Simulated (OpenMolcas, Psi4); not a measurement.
**A ladder of methods for Ge2H6 (digermane)**

The species is Ge2H6 (8 atoms), meant as a singlet with charge 0. SMILES: `[GeH3][GeH3]`. The coordinates come from a PBE0-D4/def2-TZVP relaxation.

Quantity: the electronic atomisation energy, in eV. The values are calculated. Electronic energies at fixed atoms, without zero-point motion or spin-orbit coupling.

```tsv
level	kind	program	value (eV)	less CCSD(T)/6-31G*
HF/6-31G* (spherical functions)	Hartree–Fock	OpenMolcas	15.36	-2.81
SVWN5/6-31G* (spherical functions)	LDA	OpenMolcas	23.29	+5.12
PBE/6-31G* (spherical functions)	GGA	OpenMolcas	20.27	+2.10
M06-L/6-31G* (spherical functions)	meta-GGA	OpenMolcas	20.57	+2.40
B3LYP/6-31G* (Cartesian functions)	global hybrid	OpenMolcas	20.39	+2.22
MP2/6-31G* (spherical functions)	perturbation theory	Psi4	17.80	-0.37
CCSD(T)/6-31G* (spherical functions)	coupled cluster or CI	Psi4	18.17	0.00
```

Differences are taken from CCSD(T)/6-31G* (spherical functions) for orientation; it has basis-set and higher-order errors of its own. All-electron rows without a relativistic Hamiltonian named are non-relativistic. The values span 15.36 to 23.29 eV. In the correlated wave-function rows the outer d shell of Ge is correlated, in sets not made for it.

Hartree–Fock binds digermane least and LDA most, at 15.36 and 23.29 eV. Forming the Ge–Ge and Ge–H bonds pairs electrons that are unpaired in the separated atoms, so the molecule gains more correlation energy than the atoms do, and a mean-field treatment misses this gain. MP2 recovers most of it, as expected for a saturated molecule with single bonds and little static correlation. LDA errs the other way because its local exchange-correlation description favours the molecule over the more inhomogeneous free atoms; gradient corrections remove much of that bias.

PBE, M06-L and B3LYP lie close together, yet all well above CCSD(T). This gap shouldn't be read as overbinding of the same size: coupled cluster needs high angular momentum functions to describe the electron cusp, and in so small a basis it probably underbinds substantially, whereas density functionals depend less on such functions. The ladder therefore supports the need for correlation, but not a ranking of these three functionals by accuracy. Nor does the total energy separate Ge–Ge from Ge–H bond strengths.
